**Q:** I relaxed the same rocksalt ZrS crystal six times and changed only the k mesh. Every run finished normally and kept the cubic symmetry. How do I tell which volumes to believe?

Rocksalt ZrS computed with Ansatz 0.2.0 using scalar-relativistic PBEsol without spin polarisation, PAW, a 420 eV plane-wave cutoff and Gaussian smearing of 0.1 eV. Cell and atoms were relaxed on each Γ-centred k mesh. Volume change is relative to the common starting cell, and a is the edge of the relaxed two-atom primitive cell.

| k mesh | volume per atom (Å³) | volume change (%) | length a (Å) |
| --- | --- | --- | --- |
| 1x1x1 | 29.285 | 61.91 | 4.359 |
| 2x2x2 | 17.202 | -4.90 | 3.651 |
| 4x4x4 | 17.173 | -5.06 | 3.649 |
| 6x6x6 | 17.274 | -4.50 | 3.656 |
| 8x8x8 | 17.217 | -4.82 | 3.652 |
| 14x14x14 | 17.235 | -4.72 | 3.653 |

**A:** Start with what the mesh does. Electrons in a crystal are waves running through all the cells, and each wave has its own change of phase from one cell to the next. The energy is an average over all such phase changes, and the mesh is the sample from which that average is taken. 1x1x1 keeps only the waves of a single point, called Γ, for which every cell carries the same phase. Now read the column of volume change, which is counted from the common starting cell.

**Q:** With Γ alone the cell swells by 62 %. With every other mesh it shrinks by about 5 %. But that first run ended at practically zero pressure, so isn't it converged?

**A:** The relaxation is converged and the sampling is not. Zero pressure means that the run found the minimum of the energy it was given. With Γ alone that is the wrong energy, and the minimum lies at a Zr–S distance of 3.08 Å instead of the 2.58 Å of the finest mesh. It is no expanded phase of ZrS that one could hope to prepare. (The length a in the table is an edge of the two-atom primitive cell, not of the cube. The cubic edge is longer by the square root of 2, which gives 5.17 Å on the finest mesh.)

**Q:** Could I have noticed before the relaxation was over?

**A:** Yes, at its first step. All six runs begin from the same cell, so any difference in their first pressures comes from the mesh. Γ alone reports +55 GPa, a strong push outwards. The other five report between −6.1 and −7.4 GPa, a pull inwards. When the next mesh turns so strong a push into a pull, the coarser one misses something large. Here it is most likely a piece of the bonding.

**Q:** Which piece?

**A:** Look at a sulphur p orbital with a zirconium atom on either side. Its positive lobe faces one neighbour and its negative lobe the other. A zirconium d orbital has the same sign in both directions. If all cells carry the same phase, the overlap on the left cancels the overlap on the right, and the p and d orbitals can't form a bond. Let the phase change from cell to cell so that the two zirconium orbitals have opposite signs, and both overlaps become bonding.

In a formula, the p–d coupling along a cube axis $x$ is proportional to $\sin(k_x d)$. Here $d$ is the Zr–S distance and $k_x d$ the change of phase over that distance. To a first approximation the energy gained by bonding goes with the square of the coupling, so what counts is the mean of $\sin^2(k_x d)$ over the mesh.

**Q:** And at Γ the sine is zero.

**A:** So the mean is zero too, whereas over all waves of the crystal it is one half. Now take 2x2x2, which has eight points. One is Γ and three are of the type called X, where the coupling vanishes as well. The other four are of the type L, where $\sin^2(k_x d)=1$. The mean is $4/8$, already the full value, and finer meshes keep it.

**Q:** Then that is why the volume jumps after the first row and doesn't creep towards its final value?

**A:** It is very likely part of the reason, and it fits the jump. It rests on symmetry and on nearest neighbours only; the calculations don't report how much p and d character each level has. Other overlaps are also badly sampled by Γ alone. Among them are those between p orbitals on neighbouring sulphur atoms, which are expected to be mostly antibonding at Γ and so to push the cell outwards too. On 2x2x2 the overlaps between nearest sulphur atoms reach their correct average as well, so the jump by itself doesn't single out the p–d bond. These runs can't tell how much of the expansion comes from the lost p–d bonding and how much from the rest.

**Q:** Then 2x2x2 should be good enough. Its volume is within 0.2 % of the finest mesh.

**A:** Check its energy before you decide. At its relaxed cell it lies 0.47 eV per two-atom cell below the 14x14x14 result. The next mesh, 4x4x4, is off by only 0.03 eV, although its volume is slightly worse. If you took a formation energy from the 2x2x2 run, the mesh alone could spoil it.

**Q:** How can the volume be right when the energy is so wrong?

**A:** Because the two ask different things of the energy curve. The relaxed volume is the place where the curve of energy against volume is flat. Shift the whole curve down by a constant and that place stays where it was. For 2x2x2 the energy error is 0.463 eV at the starting cell and 0.470 eV at the relaxed one, so it is almost a pure shift. The small part that varies with volume is all that the cell can feel.

**Q:** Where does an error of half an electronvolt come from, if the bonding is already sampled?

**A:** Most likely from the partly filled bands, though these runs don't separate their share from that of the full ones. ZrS is a metal in this calculation: the ninth band reaches about 3 eV above the bottom of the tenth, so electrons spill from one into the other. Eight points are too few to follow the border between filled and empty waves, the Fermi surface. Each level on that mesh is simply full or empty, with 1.3 eV of empty energy range between the two groups. Read carelessly, that looks like the gap of a semiconductor.

**Q:** So an apparent gap on a coarse mesh is a warning?

**A:** It is when the number of filled bands differs from point to point, as it does here. In a true insulator that number is the same everywhere. All the finer meshes in the table find levels close to the Fermi energy, and the apparent gap is gone.

**Q:** Can I put a number on the volume error without relaxing the cell on every mesh?

**A:** Often you can, from the first pressures. Suppose a coarse mesh adds a constant false pressure $\Delta P$ to the true one. The cell then gives way until its elastic resistance balances $\Delta P$. If $K$ is the stiffness, $V$ the relaxed volume on the coarse mesh and $V_0$ that on the finest, then

$$\ln\frac{V}{V_0}\approx\frac{\Delta P}{K}.$$

The stiffness comes from the 14x14x14 run alone. Its first pressure is −6.43 GPa, and its volume then changes by −4.72 %, which is −0.0484 as a logarithm. The ratio gives $K\approx133$ GPa. That row supplies both the stiffness and the reference volume, so only the other five can test the estimate.

**Q:** Let me try 4x4x4. Its first pressure is −6.87 GPa, so $\Delta P=-6.87+6.43=-0.44$ GPa. Divided by 133 GPa that is −0.0033, a cell too small by 0.33 %.

**A:** The relaxed volumes give 0.36 %, so you have the sign and nearly the size. For 6x6x6 and 8x8x8 the estimate agrees with the relaxed volumes to about 0.01 percentage points. So from 4x4x4 on the false pressure at the starting cell is a good guide to the error of the relaxed volume.

**Q:** Does it work for the two coarsest meshes?

**A:** Not reliably. For 2x2x2 it predicts a cell too small by 0.7 %, while the actual error is 0.2 %. The false pressure of that mesh is −0.9 GPa at the starting cell. Near the relaxed one it must be only about −0.3 GPa, if one works back from the actual volume error. The good volume therefore depends on the error happening to fade just where the cell comes to rest, and I see no reason to count on that in another metal.

For Γ alone the estimate is an expansion of 59 % relative to the finest mesh, against 70 % in the relaxed volumes. A stiffness measured over a 5 % change of volume has no claim to hold that far. There the first pressure tells you that the mesh is useless, and its exact size matters little.

**Q:** After 2x2x2 I expected a steady approach. Instead the volume is too small at 4x4x4, too large at 6x6x6 and too small again at 8x8x8.

**A:** A metal can behave like that. Each mesh places its points differently with respect to the Fermi surface, so one counts a few too many electrons in a given band and the next a few too few. The error can take either sign, and it shrinks as the points move closer together. The table shows the alternation; its link to the Fermi surface is a general argument that I haven't checked point by point for this crystal.

**Q:** Then comparing two neighbouring meshes could fool me.

**A:** It would have done so here. From 2x2x2 to 4x4x4 the volume per atom moves from 17.20 to 17.17 Å³, less than 0.2 %, and you might stop. The next mesh moves it to 17.27 Å³, a change of 0.6 %. The energy would have warned you, because it changed by more than 0.4 eV per cell in that first quiet step.

**Q:** So what should I do in practice?

**A:** Keep one cell fixed, run several meshes on it, and watch the energy and the pressure together. Go on until both stay within your tolerance over more than one refinement. In this series 8x8x8 meets a tolerance of 0.2 % in volume and a few thousandths of an electronvolt per cell in energy. Both figures are relative to 14x14x14, which has no finer mesh above it to test it.

**Q:** And if I trade ZrS for an insulating rocksalt sulphide such as CaS?

**A:** I would still not use Γ alone for the two-atom cell. The cancellation between left and right follows from the rocksalt geometry and doesn't need a metal. Beyond that the mesh should have an easier task, because an insulator has no Fermi surface to trace and its energy usually settles fast and smoothly.

Cell size matters in the same way. A cell doubled along all three of its vectors and sampled at Γ alone contains exactly the waves of the 2x2x2 mesh on the small cell. It would therefore repeat the 2x2x2 row, with its good volume and its poor energy. What must be large enough is the number of mesh points along a direction times the length of the cell in that direction.

**Q:** Once the mesh has settled, may I quote the volume as that of real ZrS?

**A:** You may quote it as the PBEsol volume of non-magnetic rocksalt ZrS with these atomic datasets. The datasets were made for a different functional, PBE, and that can shift all six volumes together. A finer mesh removes only the sampling error. To learn how close the result is to a real sample, you need a measured volume, and the table holds none.
